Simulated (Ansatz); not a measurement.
# Hf: energy change per atom and pressure against volume scale

Results calculated with Ansatz 0.2.0, not measured. Plane-wave DFT, scalar-relativistic PAW made under PBE with cores redone for the functional, no dispersion; the given relaxed cell is scaled uniformly, energy at zero smearing counts from the unscaled cell, pressure at the given Fermi-Dirac smearing is positive in compression.

The cell before it is scaled or strained (space group Fm-3m, No. 225):
```
cell vectors (Å)
   0.0000     2.1803     2.1803
   2.1803     0.0000     2.1803
   2.1803     2.1803     0.0000
atoms (fractions of the cell vectors)
Hf  0.00000  0.00000  0.00000
```

Settings of every row: spin polarised no; functional LDA; wave cutoff 420 eV; smearing width 0.1 eV; k mesh 14x14x14.

Atom starting moment: 0 on all atoms.

Limits: no spin-orbit coupling, which can matter with elements this heavy; the cell comes from a prototype or a list of computed structures and needn't be the stable phase.

| row | volume scale | V (Å³/atom) | energy change per atom (meV) | pressure (GPa) |
| --- | --- | --- | --- | --- |
| 1 | 0.88 | 18.242 | 131 | 18.76 |
| 2 | 0.92 | 19.071 | 54.43 | 11.42 |
| 3 | 0.96 | 19.9 | ? | ? |
| 4 | 1.04 | 21.558 | 11.29 | -4.01 |
| 5 | 1.08 | 22.387 | 42.61 | -7.57 |
| 6 | 1.12 | 23.217 | 90.74 | -10.57 |

Question: what energy change per atom and pressure should row 3 give?

Worked fit of energy change per atom. Take u = (V_r/V)^(2/3) − 1 with V_r = 21.558 Å³ an atom, which is twice the finite (Eulerian) strain; such expansions in the strain, on which the Birch-Murnaghan equation of state is built, carry the rest volume and the bulk modulus. The shown rows have u = 0.11778, 0.08515, 0, -0.02484, -0.04822. Least squares give energy change per atom = 11.59 − 864.109 × u + 15971.16 × u² meV; a straight line predicts inner rows, each left out in turn, worse (root mean square 45 against 0.85 meV). The rows lie off it by -0.37, 0.62, -0.30, -0.30, 0.35 (root mean square 0.41 meV). The withheld row has u = 0.0548, so the fit gives 11.59 − 864.109 × (0.0548) + 15971.16 × (0.0548)² = 12.20 meV.

The calculation gave 12.73 meV. The fit lies 0.53 meV (4.2 % of the value, 0.44 % of the column's range) below it; its largest miss of a shown row is 0.62 meV.

Worked fit of pressure. Take u = (V_r/V)^(2/3) − 1 with V_r = 21.558 Å³ an atom, which is twice the finite (Eulerian) strain; such expansions in the strain, on which the Birch-Murnaghan equation of state is built, carry the rest volume and the bulk modulus. The shown rows have u = 0.11778, 0.08515, 0, -0.02484, -0.04822. Least squares give pressure = −4.028 + 152.084 × u + 349.8 × u² GPa; a straight line predicts inner rows, each left out in turn, worse (root mean square 0.99 against 0.053 GPa). The rows lie off it by 0.02, -0.04, 0.02, 0.02, -0.02. The pressure vanishes at u = 0.0250, or V = 20.77 Å³ an atom, and there the bulk modulus at fixed shape and fractions is B = −V dP/dV = (2/3)(1 + u) dP/du = 116 GPa. The withheld row has u = 0.0548, so the fit gives −4.028 + 152.084 × (0.0548) + 349.8 × (0.0548)² = 5.36 GPa.

The calculation gave 5.32 GPa. The fit lies 0.04 GPa (0.14 % of the column's range) above it; its largest miss of a shown row is 0.04 GPa.
